Along a sequence with a fixed number of electrons only the nuclear charge $Z$ changes, so the naive picture is a 4f orbital that shrinks evenly. The magnetic hyperfine constant measures the field that the electron makes at the nucleus, which goes as the inverse cube of its distance. The constant should then grow as the cube of a screened charge, each step larger than the last. The Dirac and non-relativistic Hartree-Fock results for 60 electrons do rise in every row, but seven of the twenty steps are too short.

B-spline radial code 1, Hartree-Fock for spherical ions with 60 electrons at the basis limit. A/g_I, the magnetic hyperfine constant of one 4f electron over g_I = μ/(I μ_N), and the small-component weight are from Dirac-Coulomb runs (nl average, Fermi nucleus). <r⁻³> is from non-relativistic runs (configuration average, point nucleus).

```
species   Z  charge (e)           configuration  A(4f5/2)/g_I (MHz)  A(4f7/2)/g_I (MHz)  A(4f5/2)/A(4f7/2)  <r⁻³>(4f), non-rel. (bohr⁻³)  small weight (4f5/2)
   Sm2+  62           2                [Xe] 4f6               833.4               449.9              1.853                         6.823              0.000451
   Eu3+  63           3                [Xe] 4f6               998.4               540.2              1.848                         8.092              0.000518
   Gd4+  64           4                [Xe] 4f6                1168               632.8              1.846                         9.407              0.000584
   Tb5+  65           5   [Kr] 4d10 4f7 5s2 5p5                1284               694.5              1.848                         10.29              0.000623
   Dy6+  66           6   [Kr] 4d10 4f8 5s2 5p4                1404               758.9              1.850                         11.21              0.000663
   Ho7+  67           7   [Kr] 4d10 4f9 5s2 5p3                1530               826.2              1.852                         12.17              0.000704
   Er8+  68           8  [Kr] 4d10 4f10 5s2 5p2                1662               896.4              1.854                         13.18              0.000745
   Tm9+  69           9  [Kr] 4d10 4f11 5s2 5p1                1800               969.7              1.856                         14.23              0.000787
  Yb10+  70          10      [Kr] 4d10 4f12 5s2                1944                1046              1.859                         15.33              0.000830
  Lu11+  71          11      [Kr] 4d10 4f12 5s2                2165                1165              1.858                         17.04              0.000898
  Hf12+  72          12      [Kr] 4d10 4f12 5s2                2397                1290              1.858                         18.84              0.000967
  Ta13+  73          13      [Kr] 4d10 4f12 5s2                2641                1421              1.859                         20.73               0.00104
   W14+  74          14      [Kr] 4d10 4f12 5s2                2898                1559              1.859                         22.71               0.00111
  Re15+  75          15      [Kr] 4d10 4f12 5s2                3168                1704              1.860                         24.79               0.00118
  Os16+  76          16      [Kr] 4d10 4f12 5s2                3452                1855              1.860                         26.97               0.00126
  Ir17+  77          17      [Kr] 4d10 4f12 5s2                3748                2014              1.861                         29.26               0.00133
  Pt18+  78          18      [Kr] 4d10 4f12 5s2                4059                2180              1.862                         31.64               0.00141
  Au19+  79          19      [Kr] 4d10 4f12 5s2                4384                2354              1.863                         34.14               0.00149
  Hg20+  80          20      [Kr] 4d10 4f13 5s1                4625                2480              1.865                         35.93               0.00154
  Tl21+  81          21      [Kr] 4d10 4f13 5s1                4976                2666              1.866                         38.61               0.00162
  Pb22+  82          22      [Kr] 4d10 4f13 5s1                5342                2861              1.867                         41.41               0.00171
```

## A yardstick for the steps

The columns $A(4f_{5/2})/g_I$ and $A(4f_{7/2})/g_I$ give the constant of one 4f electron with total angular momentum $j$, divided by the nuclear $g$ factor. In the non-relativistic limit both share one radial function, and with $l=3$

$$\frac{A}{g_I}=\frac{\mu_0}{4\pi}\,\frac{2\mu_B\mu_N}{h}\,\langle r^{-3}\rangle\,\frac{l(l+1)}{j(j+1)},$$

where $\mu_B$ and $\mu_N$ are the Bohr and nuclear magnetons. This gives 130.85 MHz per bohr⁻³ for $j=5/2$ and 72.69 for $j=7/2$, a ratio of exactly 1.8. These are averages over a configuration, without correlation or core polarisation, so they describe an orbital and not the measurable constant of a level.

The cube is removed with the hydrogenic result $\langle r^{-3}\rangle=Z_\text{eff}^3/[n^3\,l(l+\tfrac12)(l+1)]$, which for 4f is $Z_\text{eff}^3/2688$ in bohr⁻³. This defines an effective charge $Z_\text{eff}$ for each row. If the screening were frozen, as it nearly is in a very highly charged ion, $Z_\text{eff}$ would rise by exactly 1 per row. In a weakly charged ion the 4f orbital is soft: the added proton also pulls it further inside the other shells, screening falls, and the step exceeds 1.

A form with these two limits is step $=1+b/(q+q_0)$, with $q$ the ionic charge midway between two rows. It was fitted to the 13 steps that keep the configuration, and it misses none of them by more than 0.022 in $Z_\text{eff}$. The constants $b$ and $q_0$ trade against each other and only serve to interpolate. A break is the fitted step minus the observed one; the printed analysis after the text lists both for every row.

## Sm²⁺ to Gd⁴⁺: the soft limit

These three ions keep $4f^6$ under a full $5s^25p^6$ shell. The steps in $Z_\text{eff}$, 1.54 and 1.44, are the largest in the table, as the soft limit requires. One proton is here worth about one and a half, and the surplus is what a 4f orbital drawn further into the core would give.

## Tb⁵⁺ to Yb¹⁰⁺: six breaks in a row

From Gd⁴⁺ to Tb⁵⁺ the step in $A(4f_{5/2})/g_I$ drops to 116 MHz after 170 MHz, although the nuclear charge keeps rising. The step in $Z_\text{eff}$ stays between 0.85 and 0.89 as far as Yb¹⁰⁺, below the frozen-screening value of 1. The configuration column shows what these rows share: in each, one electron leaves 5p and enters 4f.

The cause is standard screening, and two limits bracket its size. An electron wholly outside the 4f orbital hides none of the nucleus, and one wholly inside hides a full unit. The 5p shell is near the first limit: in the Dirac run for Dy⁶⁺ its mean radius is 1.3 to 1.4 bohr, against 0.7 bohr for 4f. An electron moved into 4f lies inside any given partner only part of the time, so it should cancel a sizeable fraction of the added proton, well short of all of it.

Against the fitted form the lost charge falls from 0.50 at Gd→Tb to 0.39 at Tm→Yb, with rounding of at most 0.01. These sizes lean on an interpolation between the $4f^6$ and $4f^{12}$ stretches, which differ in six electrons. Local extrapolation from the neighbouring stretch gives 0.44 and 0.38 at the same two ends, so the loss is about 0.4 to 0.5 and its decline is less certain than its size. Softness enlarges the loss too, since a whole proton is worth more than 1 here. Divided by the fitted step, the loss is 0.31 to 0.36 at all seven breaks of the table: each transfer cancels about a third of the added proton. What is measured is also a difference, the screening by the new 4f electron minus that by the departed 5p one, and these rows don't separate the two.

## Lu¹¹⁺ to Au¹⁹⁺: the smooth stretch

The jump from 144 MHz (Tm→Yb) to 221 MHz (Yb→Lu) looks like a further break, yet it is the return to normal. With 5p empty the configuration rests at $4f^{12}5s^2$ and the whole proton acts again. The step in $Z_\text{eff}$ falls in every row, from 1.24 to 1.13, heading for the frozen limit. The 4f orbital is still being drawn inward past its neighbours: from Hf¹²⁺ to Pt¹⁸⁺ its non-relativistic mean radius shrinks by 19 %, against 13 % for 4d and 17 % for 5s. The fitted form is weakest at the start of this stretch, where it runs low by about three times the rounding.

## Hg²⁰⁺ to Pb²²⁺: one isolated break

At Au→Hg a 5s electron moves into 4f, and this break has regular steps on both sides. It was not part of the fit. With $b=2.93$, $q_0=2.98$ and $q=19.5$,

$$Z_\text{eff}(\text{Au})=(2688\times34.14)^{1/3}=45.11,\qquad \text{step}=1+\frac{2.93}{19.5+2.98}=1.13,$$

$$\langle r^{-3}\rangle(\text{Hg, unbroken})=\frac{(45.11+1.13)^3}{2688}=36.78\ \text{bohr}^{-3}.$$

The table has 35.93, which is 2.3 % below this prediction.

The lost charge is 0.36 by this route and 0.32 by a quadratic continuation of the $4f^{12}$ rows, close to the 0.35 that Slater's rules assign to an electron of the same shell. Since the constant goes as the cube, a loss $s$ lowers it by the fraction $3s/Z_\text{eff}$. A similar loss therefore weighs less in a more highly charged ion.

$A(4f_{5/2})/g_I$ falls 4.9 % short of the value that an unbroken step would give at Gd→Tb and only 2.1 % short at Au→Hg. Both factors of the rule contribute: the loss in this column is smaller at Au→Hg (0.33 against 0.50), and $Z_\text{eff}$ is larger. Over all 21 rows, the summed step law with one term in the 4f count fits $Z_\text{eff}$ with an rms error of 0.03, and a cubic in $Z$ with as many parameters leaves 0.26.

The position of the break is another matter, because each configuration is imposed on the calculation. Extrapolating the Dirac total energies of Hg²⁰⁺ to Pb²²⁺ back to Au¹⁹⁺ puts $4f^{13}5s$ some 0.8 to 1.0 hartree below the $4f^{12}5s^2$ run. This is only an estimate, but it suggests that the gold row is not the lowest configuration at this level. No row was run as $4f^{14}$, so that configuration could lie lower still. The break marks where the listed configuration switches, not a demonstrated crossing.

## What relativity adds

The breaks are fully present in the non-relativistic $\langle r^{-3}\rangle$. From Tb⁵⁺ to Yb¹⁰⁺ the losses taken from either Dirac column agree with it to within 0.01 in $Z_\text{eff}$, the size of the rounding. Relativity acts mostly as a slow factor: $A(4f_{5/2})/g_I$ over its non-relativistic value climbs in every row, from 0.93 in Sm²⁺ to 0.99 in Pb²²⁺. A factor below 1 comes mainly from the usual indirect effect, in which contracted s and p shells screen better and 4f expands; in Dy⁶⁺ the Dirac $\langle r^{-3}\rangle$ of both $j$ lies below the non-relativistic value.

Among the single breaks, only Au→Hg shows a relativistic remainder clear of the rounding, and only in the $4f_{5/2}$ column. The factor rises by 0.0024 there, against 0.0010 and 0.0012 in the adjacent steps, with rounding up to 0.0005. The factor for $4f_{7/2}$ rises by only 0.0010 at the same step, which is not clear of the rounding. The table therefore does not support a change of screening common to both $j$ as the cause, and the cause stays open.

The ratio $A(4f_{5/2})/A(4f_{7/2})$ exceeds 1.8 by a purely relativistic 0.046 to 0.067 and bends at the same places. It falls to a minimum at Gd⁴⁺, then gains 0.0022 per row while 4f fills and 0.0004 per row from Yb¹⁰⁺ to Au¹⁹⁺; the dip at Lu¹¹⁺ is one unit of the last digit. In Dy⁶⁺ the $4f_{5/2}$ orbital is the tighter one, and the difference between the two radial functions more than covers the excess. That a softer or more screened orbital lets the two $j$ drift further apart would fit these bends, but it remains a guess.

Printed output of the fit:

```
non-rel. A/g_I per bohr^-3: 130.85 MHz (5/2), 72.69 MHz (7/2), ratio 1.800; Zeff=(2688<r^-3>)^(1/3)
step=1+b/(q+q0), 13 fixed steps: <r^-3> b=2.93 q0=2.98, worst misfit 0.022; A5/2 b=3.03 q0=2.65, worst 0.022
ion   n4f Zeff  step model step A5/2[MHz] step <r^-3> A5/2:nonrel A7/2:nonrel (ratio-1.8)/small
Sm2+   6 26.37   -     -        -     -  0.9335 0.9071  118
Eu3+   6 27.91 1.543 1.535   +165 +1.27  0.9429 0.9183   93
Gd4+   6 29.35 1.437 1.453   +170 +1.31  0.9489 0.9254   79
Tb5+   7 30.24 0.891 1.392   +116 +0.88  0.9536 0.9285   77
Dy6+   8 31.12 0.876 1.346   +120 +0.92  0.9572 0.9313   75
Ho7+   9 31.98 0.864 1.309   +126 +0.96  0.9608 0.9339   74
Er8+  10 32.84 0.861 1.280   +132 +1.01  0.9637 0.9356   72
Tm9+  11 33.69 0.850 1.256   +138 +1.05  0.9667 0.9374   71
Yb10+ 12 34.54 0.847 1.235   +144 +1.10  0.9691 0.9386   71
Lu11+ 12 35.78 1.239 1.218   +221 +1.71  0.9710 0.9405   65
Hf12+ 12 37.00 1.218 1.203   +232 +1.80  0.9723 0.9419   60
Ta13+ 12 38.20 1.198 1.190   +244 +1.89  0.9736 0.9430   57
W14+  12 39.37 1.179 1.178   +257 +1.98  0.9752 0.9443   53
Re15+ 12 40.54 1.167 1.168   +270 +2.08  0.9766 0.9456   51
Os16+ 12 41.70 1.155 1.159   +284 +2.18  0.9782 0.9462   48
Ir17+ 12 42.85 1.148 1.151   +296 +2.29  0.9789 0.9469   46
Pt18+ 12 43.98 1.132 1.143   +311 +2.38  0.9804 0.9478   44
Au19+ 12 45.11 1.129 1.137   +325 +2.50  0.9814 0.9485   42
Hg20+ 13 45.88 0.775 1.131   +241 +1.79  0.9837 0.9495   42
Tl21+ 13 46.99 1.113 1.125   +351 +2.68  0.9849 0.9499   41
Pb22+ 13 48.10 1.110 1.120   +366 +2.80  0.9859 0.9504   39
breaks: lost Zeff from <r^-3> (rounding), A5/2, A7/2 | A5/2 observed-model MHz, % | <r^-3> %
Gd4+>Tb5+: 0.501 (0.005) 0.498 0.509 | -66 -4.9% | -4.8%
Tb5+>Dy6+: 0.470 (0.010) 0.471 0.469 | -66 -4.5% | -4.4%
Dy6+>Ho7+: 0.445 (0.009) 0.439 0.439 | -65 -4.1% | -4.1%
Ho7+>Er8+: 0.419 (0.009) 0.415 0.417 | -65 -3.7% | -3.7%
Er8+>Tm9+: 0.406 (0.008) 0.397 0.399 | -65 -3.5% | -3.5%
Tm9+>Yb10+: 0.388 (0.008) 0.383 0.387 | -66 -3.3% | -3.3%
Au19+>Hg20+: 0.356 (0.004) 0.330 0.345 | -101 -2.1% | -2.3%
local lost Zeff: Gd>Tb 0.44; Tm>Yb 0.38; Hg,Tl,Pb below 4f12 curve by [0.32 0.3  0.26] ; Slater same-shell value 0.35
all rows, 4 parameters with 4f count: s=0.421 per electron, rms 0.029, worst Gd4+ +0.060
all rows, cubic in Z only: rms 0.260, worst Sm2+ -0.579
steps of A5/2:nonrel Pt>Au 0.0010, Au>Hg 0.0024, Hg>Tl 0.0012; rounding up to 0.0005
ratio slope per Z (rounding): Sm2+-Gd4+ -0.0035 (0.0005); Gd4+-Yb10+ +0.0022 (0.0002); Yb10+-Au19+ +0.0004 (0.0001); Au19+-Hg20+ +0.0020 (0.0010); Hg20+-Pb22+ +0.0010 (0.0005)
ratio: table / hydrogenic Dirac at Zeff / at Z: Sm2+ 1.853/1.806/1.836; Gd4+ 1.846/1.808/1.839; Yb10+ 1.859/1.811/1.847; Pb22+ 1.867/1.822/1.865
excess of ratio over 1.8: 0.046 (Gd4+) to 0.067 (Pb22+); A5/2 grows x6.41, <r^-3> x6.07
Dy6+ Dirac <r^-3>: ratio 1.0348, 1.8x that 1.863, table 1.850; against non-rel. -3.3%, -6.6%
Dy6+ A over formula with Dirac <r^-3>: 0.9901 (5/2), 0.9968 (7/2)
4f13 5s total extrapolated to Au19+ minus 4f12 5s2 run: -1.0 hartree, -0.8 with third difference (estimate)
```
